**Barrier shape for a Li⁺ hop between tetrahedral sites in Si16**

The table holds the seven images of a climbing-image nudged elastic band (PBE, plane waves with PAW, 420 eV, 2x2x2 mesh, cell charge +1): energy over the start, path length and band force. The program tests a sinusoid Eb sin²(πs/L) with one added harmonic, an exponential Li–Si repulsion summed over the rigid lattice, and a lag of the Li position behind the path length. The sinusoid is too high by up to 0.035 eV on the flanks; a second harmonic of −0.040 eV leaves 0.005 eV. The rigid sum puts the top at the hexagonal site but gives a peak that is broader still, and the lag needed lies at the edge of what the geometry allows, and at row 3 slightly beyond it. A quartic through rows 2 to 6 gives a top curvature of −2.15 eV/Å², in line with the run's unsettled saddle check; other estimates from the table run from −1.95 to −2.32 eV/Å².

Climbing-image nudged elastic band for Li hopping in a 16-atom Si cell of charge +1 e, with five images between relaxed ends, computed with Ansatz 0.2.0 (PBE, PAW, no spin polarisation). The plane-wave cutoff is 420 eV, the k mesh 2×2×2 and the Gaussian smearing 0.02 eV. Band forces are largest components, with a convergence limit of 0.03 eV/Å.

## Analysis program

```python
# Table: climbing-image NEB for Li+ hopping in Si16 (Ansatz 0.2.0, PBE, plane waves/PAW, 420 eV, 2x2x2).
# Tested: sinusoidal barrier plus a second harmonic; rigid-lattice Li-Si repulsion; lag of Li behind the path length.
T = {
    'row': [1, 2, 3, 4, 5, 6, 7],
    'image_energy': [0.0, 0.113, 0.417, 0.587, 0.416, 0.113, 0.0],  # eV
    'image_path_length': [0.0, 0.422, 0.841, 1.259, 1.677, 2.097, 2.518],  # angstrom
    'image_band_force': [None, 0.015, 0.021, 0.019, 0.024, 0.022, None],  # eV/angstrom
}
import numpy as np
from itertools import product
E = np.array(T['image_energy'], float); s = np.array(T['image_path_length'], float)
F = np.array([f for f in T['image_band_force'] if f is not None], float)
a = 5.43                      # A, from the cell vectors of the caption
d, curv_run = 2.34815, -2.15493   # same run: largest atomic move (A), lowest curvature at the top (eV/A^2, not settled)
LiSi, SiSi = 2.394, 2.336     # A, shortest contacts in the caption
L = s[-1]; x = s / L; k = int(np.argmax(E)); Eb = E[k]
print(f"top: row {k+1}, {Eb:.3f} eV, s/L = {x[k]:.4f}; table rounding +-0.0005 eV, +-0.0005 A")
print("mirror differences rows 1-7, 2-6, 3-5 (eV):", " ".join(f"{E[i]-E[6-i]:+.3f}" for i in range(3)))
print("image spacings (A):", " ".join(f"{v:.3f}" for v in np.diff(s)))
print("slopes between rows (eV/A):", " ".join(f"{v:+.3f}" for v in np.diff(E)/np.diff(s)))
print(f"band forces {F.min():.3f} to {F.max():.3f} eV/A, limit 0.03")
print(f"E/Eb: row 2 {E[1]/Eb:.3f}, row 3 {E[2]/Eb:.3f}")
m1 = Eb*np.sin(np.pi*x)**2; b = np.sin(2*np.pi*x)**2
A2 = b @ (E - m1) / (b @ b); m2 = m1 + A2*b
print(f"second harmonic A2 = {A2:+.4f} eV = {100*A2/Eb:+.1f} % of barrier")
print("row  s/L    E     sin^2  model-E  +A2    model-E (eV)")
for i in range(7):
    print(f"{i+1}  {x[i]:.3f}  {E[i]:.3f}  {m1[i]:.3f}  {m1[i]-E[i]:+.3f}  {m2[i]:.3f}  {m2[i]-E[i]:+.3f}")
for n, m in (("sin^2", m1), ("with A2", m2)):
    j = int(np.argmax(abs(m - E)))
    print(f"worst, {n}: row {j+1}, {m[j]-E[j]:+.3f} eV = {100*(m[j]-E[j])/E[j]:+.0f} % of that row")
q = (2*np.pi/L)**2; u = s[1:6] - s[k]
c = np.linalg.lstsq(np.c_[u**2, u**4], E[1:6] - Eb, rcond=None)[0]
c3 = (E[2] + E[4] - 2*Eb) / ((s[4] - s[2])/2)**2
print(f"top curvature (eV/A^2): sin^2 {-q*Eb/2:.2f}, with A2 {q*(-Eb/2+2*A2):.2f}")
print(f"  rows 3-5 difference {c3:.2f}, quartic rows 2-6 {2*c[0]:.2f}, saddle check {curv_run:.2f}")
kw = 2*E[1]/s[1]**2
print(f"well curvature (eV/A^2): sin^2 {q*Eb/2:.2f}, with A2 {q*(Eb/2+2*A2):.2f}, parabola to row 2 {kw:.2f}")
print(f"that parabola at rows 3, 4: {kw*s[2]**2/2:.3f}, {kw*s[3]**2/2:.3f} eV")
fcc = np.array([[0, 0, 0], [0, .5, .5], [.5, 0, .5], [.5, .5, 0]])
Si = a*np.array([np.array(n) + f + o for n in product(range(-3, 6), repeat=3) for f in fcc for o in (0, .25)])
r0 = a*np.array([1.25, 1.25, .75]); r1 = a*np.array([1.5, 1.5, .5])   # ideal sites matching the caption
R = [np.linalg.norm(Si - (r0 + t*(r1 - r0)), axis=1) for t in x]
print(f"ideal hop = ideal Si-Si bond = {np.linalg.norm(r1-r0):.3f} A; Li move in run {d:.3f} A")
print("ideal lattice, Li at fraction s/L: nearest Si shells (count x A)")
for i in range(4):
    v, n = np.unique(np.round(R[i], 2), return_counts=True)
    print(f"  row {i+1}:", ", ".join(f"{n[j]} x {v[j]:.2f}" for j in range(3)))
print(f"nearest Si, ideal: end {R[0].min():.3f}, midpoint {R[3].min():.3f}, change {R[3].min()-R[0].min():+.3f} A")
print(f"caption minus ideal: Li-Si {LiSi-R[0].min():+.3f} A, Si-Si {SiSi-R[0].min():+.3f} A")
print("rigid sum of exp(-r/rho), scaled to barrier: rows 2, 3 in eV (model-E)")
for rho in (0.2, 0.3, 0.5):
    V = np.array([np.exp(-r/rho).sum() for r in R]); V = Eb*(V - V[0])/(V[3] - V[0])
    print(f"  rho {rho} A: {V[1]:.3f} ({V[1]-E[1]:+.3f}), {V[2]:.3f} ({V[2]-E[2]:+.3f}), top row {np.argmax(V)+1}")
lag = s[k] - d/2
print(f"path minus Li move {L-d:.3f} A ({100*(L/d-1):.1f} %); per half {lag:.3f} A")
print(f"upper bound on collective Si travel sqrt(L^2-d^2) = {np.sqrt(L**2-d**2):.2f} A")
print("Li position (A): allowed range, proportional, needed by sin^2 in Li coordinate")
for i in (1, 2):
    z = d/np.pi*np.arcsin(np.sqrt(E[i]/Eb))
    print(f"  row {i+1}: {s[i]-lag:.3f} to {s[i]:.3f}, {d*x[i]:.3f}, {z:.3f}; needed minus lower end {z-s[i]+lag:+.3f}")
assert k == 3 and abs(x[k] - 0.5) < 0.002
assert np.max(abs(E - E[::-1])) < 0.0015 and F.max() < 0.03
assert A2 < 0 and all(m1[i] - E[i] > 0.01 for i in (1, 2, 4, 5))
assert R[3].min() < R[0].min() and L > d
```

Running it gives:

```
top: row 4, 0.587 eV, s/L = 0.5000; table rounding +-0.0005 eV, +-0.0005 A
mirror differences rows 1-7, 2-6, 3-5 (eV): +0.000 +0.000 +0.001
image spacings (A): 0.422 0.419 0.418 0.418 0.420 0.421
slopes between rows (eV/A): +0.268 +0.726 +0.407 -0.409 -0.721 -0.268
band forces 0.015 to 0.024 eV/A, limit 0.03
E/Eb: row 2 0.193, row 3 0.710
second harmonic A2 = -0.0398 eV = -6.8 % of barrier
row  s/L    E     sin^2  model-E  +A2    model-E (eV)
1  0.000  0.000  0.000  +0.000  0.000  +0.000
2  0.168  0.113  0.148  +0.035  0.118  +0.005
3  0.334  0.417  0.441  +0.024  0.412  -0.005
4  0.500  0.587  0.587  +0.000  0.587  +0.000
5  0.666  0.416  0.441  +0.025  0.412  -0.004
6  0.833  0.113  0.148  +0.035  0.118  +0.005
7  1.000  0.000  0.000  +0.000  0.000  +0.000
worst, sin^2: row 2, +0.035 eV = +31 % of that row
worst, with A2: row 3, -0.005 eV = -1 % of that row
top curvature (eV/A^2): sin^2 -1.83, with A2 -2.32
  rows 3-5 difference -1.95, quartic rows 2-6 -2.15, saddle check -2.15
well curvature (eV/A^2): sin^2 1.83, with A2 1.33, parabola to row 2 1.27
that parabola at rows 3, 4: 0.449, 1.006 eV
ideal hop = ideal Si-Si bond = 2.351 A; Li move in run 2.348 A
ideal lattice, Li at fraction s/L: nearest Si shells (count x A)
  row 1: 4 x 2.35, 6 x 2.72, 12 x 4.50
  row 2: 3 x 2.25, 3 x 2.51, 1 x 2.75
  row 3: 3 x 2.22, 3 x 2.35, 1 x 3.14
  row 4: 6 x 2.25, 8 x 3.53, 6 x 4.45
nearest Si, ideal: end 2.351, midpoint 2.251, change -0.100 A
caption minus ideal: Li-Si +0.043 A, Si-Si -0.015 A
rigid sum of exp(-r/rho), scaled to barrier: rows 2, 3 in eV (model-E)
  rho 0.2 A: 0.194 (+0.081), 0.471 (+0.054), top row 4
  rho 0.3 A: 0.183 (+0.070), 0.464 (+0.047), top row 4
  rho 0.5 A: 0.174 (+0.061), 0.459 (+0.042), top row 4
path minus Li move 0.170 A (7.2 %); per half 0.085 A
upper bound on collective Si travel sqrt(L^2-d^2) = 0.91 A
Li position (A): allowed range, proportional, needed by sin^2 in Li coordinate
  row 2: 0.337 to 0.422, 0.394, 0.339; needed minus lower end +0.002
  row 3: 0.756 to 0.841, 0.784, 0.749; needed minus lower end -0.007
```
